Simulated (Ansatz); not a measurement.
## C: pressure against volume per atom

Equation of state of a cubic crystal from periodic Kohn-Sham density functional theory without spin; pressure corrected for the finite basis. The results are calculated, by Ansatz 0.2.0 development build.

Cell of the first row (space group Fd-3m, No. 227):
```
C
1.0
      0.0000     1.7371     1.7371
      1.7371     0.0000     1.7371
      1.7371     1.7371     0.0000
C
2
Direct
  0.00000 0.00000 0.00000
  0.25000 0.25000 0.25000
```

Settings of every row: formula C; structure type diamond; functional r2SCAN; spin treatment none; k mesh 16x16x16; occupation method fermi-dirac; occupation width 0.1 eV; wave cutoff 700 eV; datasets hard PAW; density cutoff ratio 4; xc grid level 2.

Limits: pseudopotentials made with PBE, not this functional; the SCF threshold is loose for a stress in some rows.

| row | volume per atom (Å³) | pressure (GPa) | energy above lowest point (meV/atom) |
| --- | --- | --- | --- |
| 1 | 5.242 | 37.696 | 43.39 |
| 2 | 5.413 | 19.944 | 12.87 |
| 3 | 5.584 | ? | ? |
| 4 | 5.755 | -8.81 | 2.44 |
| 5 | 5.926 | -20.401 | 18.17 |

Question: what pressure should row 3 give?

Worked fit of pressure. Take u = (V_r/V)^(2/3) − 1 with V_r = 5.584 Å³ an atom, which is twice the finite (Eulerian) strain; such expansions in the strain, on which the Birch-Murnaghan equation of state is built, carry the rest volume and the bulk modulus. The shown rows have u = 0.04304, 0.02095, -0.01991, -0.03885. Least squares give pressure = 4.5479 + 702.739 × u + 1563.48 × u² GPa; a straight line predicts inner rows, each left out in turn, worse (root mean square 1.5 against 0.033 GPa). The rows lie off it by 0.006, -0.012, 0.014, -0.007 (root mean square 0.01 GPa). The pressure vanishes at u = -0.0066, or V = 5.639 Å³ an atom, and there the bulk modulus at fixed shape and fractions is B = −V dP/dV = (2/3)(1 + u) dP/du = 452 GPa. The withheld row has u = 0, so the fit gives 4.5479 + 702.739 × (0) + 1563.48 × (0)² = 4.548 GPa.

The calculation gave 4.548 GPa. The fit meets it to the printed digit.

The other values of row 3: energy above lowest point 0 meV/atom.
